**Q:** I have pressures for zinc selenide cells whose edges are stretched or squeezed by a few percent. Can they tell me the pressure at which the crystal has lost 15 % of its volume?

Ansatz 0.2.0, density functional theory with r2SCAN, for zincblende ZnSe in a periodic two-atom cell, uniformly compressed or stretched. All runs are spin-unpolarised and use PAW potentials, a 500 eV plane-wave cutoff and an 8×8×8 k mesh. Pressure is positive in compression.

| volume (Å³/atom) | shortest distance (Å) | pressure (GPa) |
| --- | --- | --- |
| 19.292 | 2.323 | ? |
| 19.483 | 2.330 | ? |
| 20.104 | 2.355 | ? |
| 20.739 | 2.379 | ? |
| 21.341 | 2.402 | 4.730 |
| 21.387 | 2.404 | 4.550 |
| 22.049 | 2.428 | 2.130 |
| 22.723 | 2.453 | 0.020 |
| 23.412 | 2.477 | -1.810 |
| 24.114 | 2.502 | -3.390 |
| 24.831 | 2.527 | -4.750 |
| 25.561 | 2.551 | -5.910 |

**A:** They can if the crystal stays in the same phase and its stiffness changes smoothly. Start with the stiffness, the bulk modulus: the pressure gained per fractional loss of volume. Near zero pressure it is about 65 GPa, so taking away 1 % of the volume costs roughly 0.65 GPa, or 6500 bar. Negative pressures in the table mean that the cell is held stretched and pulls inward.

**Q:** Then 15 % should cost about 10 GPa.

**A:** That would hold if the stiffness stayed constant, but the known cells show that it doesn't. Between the two largest volumes the bulk modulus is only 40 GPa, against 66 GPa around the unstressed crystal. The usual explanation is that the electrons of neighbouring atoms resist being pushed into the same space. This Pauli repulsion changes faster with distance than the attraction that holds the crystal together. Squeezing is therefore expected to stiffen the crystal and stretching to soften it, which bends the pressure curve upward on the compressed side. The table shows the bend; its microscopic cause is argued from general physics.

**Q:** How do you turn a bend into a number?

**A:** Pressure is minus the slope of energy against volume. I expand the energy in powers of the Eulerian strain, which is measured relative to the deformed crystal, keep terms up to third order and take that slope. The result is the Birch-Murnaghan equation:

P = (3/2) B₀ (r⁷ − r⁵) [1 + (3/4)(B′ − 4)(r² − 1)], with r = (V₀/V)^(1/3)

Here P is the pressure, V the volume per atom and V₀ its value at zero pressure. B₀ is the bulk modulus there, and B′ says how fast it grows with pressure. Fitted to the eight known rows, the equation gives V₀ = 22.73 Å³/atom, B₀ = 65.3 GPa and B′ = 4.43.

**Q:** Please work it through for the smallest cell, 19.292 Å³/atom.

**A:** This row was not part of the fit.

- The volume ratio V₀/V is 22.73/19.292 = 1.178, so r² = 1.116.
- Then r⁷ − r⁵ = 1.466 − 1.314 = 0.152.
- The leading factor gives 1.5 × 65.3 × 0.152 ≈ 14.9 GPa.
- The bracket adds nearly 4 %, which makes 15.4 GPa.

With a constant bulk modulus the same compression would cost only 10.7 GPa, slightly more than your 10 GPa because equal steps of volume are larger fractions of a smaller cell. Stiffening therefore supplies almost a third of the forecast.

**Q:** How far do you trust it?

**A:** The known rows reach only 6 % compression, and two of the three squeezed cells are nearly identical. The run records name a softer set of atomic potentials for only six of the eight known rows, but the separate parts of the energy run smoothly through all eight, so a real change of potentials is unlikely. The larger doubt is the form of the curve. I therefore fitted a second one, the Vinet equation, which starts from a binding energy that dies away exponentially as the atoms separate. My error bar is twice the gap between the two forecasts, plus 0.05 GPa for rounding and settings. It is a judged range without a statistical confidence level.

| Volume (Å³/atom) | Forecast pressure (GPa) |
|---|---|
| 19.292 | 15.4 ± 0.35 |
| 19.483 | 14.2 ± 0.29 |
| 20.104 | 10.5 ± 0.16 |
| 20.739 | 7.34 ± 0.08 |

All four pressures should be positive and rise without a break as the volume shrinks, faster than a constant bulk modulus allows. Between 19.292 and 20.104 Å³/atom, the mean bulk modulus should be 1.6 to 2.0 times B₀.

**Q:** Let us see the computed values.

The withheld rows as computed:

| volume (Å³/atom) | shortest distance (Å) | pressure (GPa) |
| --- | --- | --- |
| 19.292 | 2.323 | 15.410 |
| 19.483 | 2.330 | 14.170 |
| 20.104 | 2.355 | 10.520 |
| 20.739 | 2.379 | 7.340 |

**A:** All four fall inside their ranges. Before rounding, the forecasts for the three smallest cells were 15.43, 14.18 and 10.53 GPa, from the densest up. They are too high by 0.02, 0.01 and 0.01 GPa; the fourth agrees within the rounding of the table. The mean bulk modulus comes out at 1.8 times B₀, also as forecast.

**Q:** So the Birch-Murnaghan equation is the right law?

**A:** As rounded in the table, the known rows would not have told you so. Both equations meet them to within 0.01 GPa, and Vinet even follows them slightly more closely, though by less than the rounding of the table. In the smallest cell, however, Vinet falls short by 0.13 GPa, or 0.9 % of the computed pressure. The two forms nearly agree on the stiffness and on its first rate of growth. They differ mainly in how that rate itself changes. Mild strains hardly reveal this when pressures are rounded to 0.01 GPa; more digits might. My error bar reflects that ignorance, and one close forecast doesn't remove it.

**Q:** Would a real crystal follow this curve up to 15.4 GPa?

**A:** Probably not. Real zinc selenide changes to the rocksalt structure at roughly 13 GPa, a value I recall only approximately. The two-atom cell here keeps the zincblende pattern, so the two densest rows probably describe a phase that is no longer the stable one. Temperature and zero-point motion are missing as well.

**Q:** What should I carry over to a similar crystal?

**A:** Get the bulk modulus from small strains, then let it grow with pressure. Here each of the first few gigapascals adds about 4 GPa of stiffness, and many solids have a similar rate. A change of phase ends the extrapolation, however well the curve fits. The printed analysis below gives both fits in full.

Printed output of the fit:

```
fit of pressure on 8 rows: coefficient of (s/vol)**(7/3) - (s/vol)**(5/3) 97.93 +/- 0.042, coefficient of ((s/vol)**(7/3) - (s/vol)**(5/3))*((s/vol)**(2/3) - 1) 31.83 +/- 0.76, s 22.73; rms 0.00344, worst 22.049 -0.00689, leave-one-out rms 0.00643
  rows outside the fit (model, value, miss): 19.292 15.43, 15.41, 0.0156; 19.483 14.18, 14.17, 0.0126; 20.104 10.53, 10.52, 0.0102; 20.739 7.335, 7.34, -0.00461
Birch-Murnaghan bulk modulus B0 at zero pressure (GPa): 65.28
Birch-Murnaghan pressure derivative B' (no unit): 4.433
fit of pressure on 8 rows: coefficient of (1 - x)/x**2*exp(s*(1 - x)) 196.2 +/- 0.048, s 5.104; rms 0.00232, worst 22.049 -0.00429, leave-one-out rms 0.00262
  rows outside the fit (model, value, miss): 19.292 15.28, 15.41, -0.133; 19.483 14.06, 14.17, -0.107; 20.104 10.48, 10.52, -0.0428; 20.739 7.319, 7.34, -0.0213
error bars of the withheld forecasts, smallest volume first (GPa): 19.292 0.3476, 19.483 0.2894, 20.104 0.1558, 20.739 0.08345
pressure with constant bulk modulus, withheld rows (GPa): 19.292 10.7, 19.483 10.06, 20.104 8.013, 20.739 5.983
mean bulk modulus from 22.049 to 23.412 A3/atom (GPa): 65.69
mean bulk modulus from 24.831 to 25.561 A3/atom (GPa): 40.03
forecast mean bulk modulus from 19.292 to 20.104 A3/atom, over B0: 1.819
computed mean bulk modulus from 19.292 to 20.104 A3/atom, over B0: 1.817
Birch-Murnaghan miss in percent of computed pressure, withheld rows: 19.292 0.1011, 19.483 0.08868, 20.104 0.0965, 20.739 -0.06287
Vinet miss in percent of computed pressure, withheld rows: 19.292 -0.8645, 19.483 -0.7562, 20.104 -0.4065, 20.739 -0.2907
spread of shortest distance over cube root of volume, all rows: 0.0003204
mean pressure from energies, 21.387 to 22.723 A3/atom (GPa): 2.166
mean pressure from stresses by Simpson's rule, same span (GPa): 2.182
```
